## Two points that ought to be alike

In diamond, bonding combinations of carbon orbitals are filled and antibonding ones are empty. If the filled levels barely differ between two points of the band structure, their empty partners should barely differ either. X and W come close to being such a pair.

Diamond in its measured cell (two atoms, cubic edge 3.567 Å), calculated with Ansatz 0.2.0 using r2SCAN and scalar-relativistic frozen-core PAW, without spin polarization, at a 500 eV cutoff, a 16 × 16 × 16 k mesh and 0.03 eV Fermi-Dirac smearing. Energies are relative to the valence-band maximum; bands -1 and +1 are the highest filled and lowest empty levels at each k-point.

| k-point | k in reciprocal vectors | band -4 (eV) | band -3 (eV) | band -2 (eV) | band -1 (eV) | band +1 (eV) | band +2 (eV) |
| --- | --- | --- | --- | --- | --- | --- | --- |
| GAMMA | 0 0 0 | -22.67 | 0.00 | 0.00 | 0.00 | 5.88 | 5.88 |
| X | 0.5 0 0.5 | -13.57 | -13.57 | -6.65 | -6.65 | 5.02 | 5.02 |
| U | 0.625 0.25 0.625 | -13.86 | -12.48 | -9.72 | -5.66 | 5.99 | 11.32 |
| K | 0.375 0.375 0.75 | -13.86 | -12.48 | -9.72 | -5.66 | 5.99 | 11.32 |
| L | 0.5 0.5 0.5 | -16.73 | -14.03 | -2.97 | -2.97 | 8.92 | 8.92 |
| W | 0.5 0.25 0.75 | -12.80 | -12.80 | -8.70 | -8.70 | 11.27 | 11.27 |

From X to W, band -4 rises by 0.77 eV and band -1 falls by 2.05 eV. Band +1, the lowest empty level, rises by 6.25 eV. The filled levels thus behave roughly as expected, and the empty one does not.

## First limit: electrons held in bonds

Give each atom one s and three p orbitals, and let only nearest neighbours couple. At X the phases of the four bonds cancel the coupling of s with s. An s orbital then couples only to the p orbital that points along the X direction. At W it couples to two p orbitals, each with $1/\sqrt{2}$ of that strength. The squares add up to the same total, and the unlike p orbitals behave likewise, so this model gives X and W identical levels.

The empty level follows from a short estimate. At X, s and p mix into two levels that lie equally far below and above the mean $m$ of the s and p energies. At GAMMA, s and p do not mix, and $m$ is the average of their bonding and antibonding levels. Three of these are in the table. The fourth, at 13.77 eV in the same calculation, is taken to be antibonding s:

$$m=\frac{-22.67+13.77+0.00+5.88}{4}\approx-0.76\ \text{eV}$$

The filled level at -13.57 eV lies about 12.8 eV below $m$, so its partner should lie near +12.1 eV. The calculation puts band +1 at 5.02 eV for X and at 11.27 eV for W. The estimate therefore lands within 1 eV at W and fails by 7 eV at X. The model also has an empty pure-p pair just above, at 12.53 eV, and which of the two matches band +1 at W was not checked.

The full model has six constants, solved exactly from these four GAMMA levels and the two filled pairs at X. Elsewhere it was compared with the filled levels at L and W and with band -1 at K, and it misses them by at most about 2.1 eV. Among the levels tested, its largest miss is the empty level at X. The other levels at K were not compared, so 2.1 eV is no bound on all filled levels, and the model is expected to put band +1 several eV too high at K and U as well. This is a known weakness of nearest-neighbour s and p models, usually repaired with extra orbitals or more distant neighbours.

## Second limit: nearly free electrons

Now let the electrons be waves that the crystal disturbs only weakly. At a point $\mathbf k$, the allowed waves have wave vectors $\mathbf k+\mathbf G$, where $\mathbf G$ is any reciprocal lattice vector. With $a$ the edge of the cubic cell, their energies are

$$E=11.82\ \text{eV}\times q,\qquad q=\frac{|\mathbf k+\mathbf G|^2}{(2\pi/a)^2}$$

The cell has eight valence electrons and each wave takes two, so four waves are filled. The height of the fifth wave decides where the empty levels begin.

At W, four waves share $q=1.25$ and take all the electrons. The next wave has $q=3.25$, so the first empty level must lie high.

At X, only two waves share the lowest value, $q=1$. The next four share $q=2$, and two of them must be filled. The crystal potential is expected to split these four into a filled and an empty pair, which by counting are bands -1 and +1. Measured from the lowest GAMMA level, the pairs lie at 16.0 and 27.7 eV, on either side of the free-wave value of 23.6 eV. The empty level at X is low because it comes from a low group of waves that is only half filled.

## The other rows

U and K are equivalent points and count as one result. There three waves have $q=1.125$ and two have $q=2.125$. One of these two is filled and one is empty, so band +1 is again low, only about 1 eV above X. At L the group that holds the fifth wave is also only partly filled, two waves of six, but it lies at $q=2.75$, and band +1 is accordingly higher.

GAMMA breaks the order. Its fifth wave has $q=3$, which should put band +1 above that at L, yet it lies 3 eV below. Eight waves share this energy. Three of them must be filled and form the top of the filled bands, and the potential shifts and splits the whole group strongly. Here the bond picture is the better guide: the threefold levels at 0.00 and 5.88 eV are bonding and antibonding p. The table shows two of the three empty ones.

Free waves also exaggerate the contrast. They give a rise of 14.8 eV from X to W, more than twice the calculated one.

## Where the gap lies

The lowest empty level found on the k mesh is not at X itself but about three quarters of the way there from GAMMA, 0.67 eV lower. The symmetry of the two-atom cell forces the levels at X into pairs. Towards GAMMA the empty pair separates into a rising and a falling branch, and the falling one holds the minimum.

The gap of 4.35 eV therefore joins two different points, while a vertical transition at GAMMA costs 5.88 eV. The measured gap is roughly 5.5 eV, so the calculated one is too small by about 1 eV. The error is in fact somewhat larger, because zero-point motion lowers the measured gap and is left out of the calculation. Semilocal functionals such as r2SCAN usually give too small a gap. The PAW datasets were made with PBE, and their effect on the levels was not tested. The error is still much smaller than the contrast between X and W.
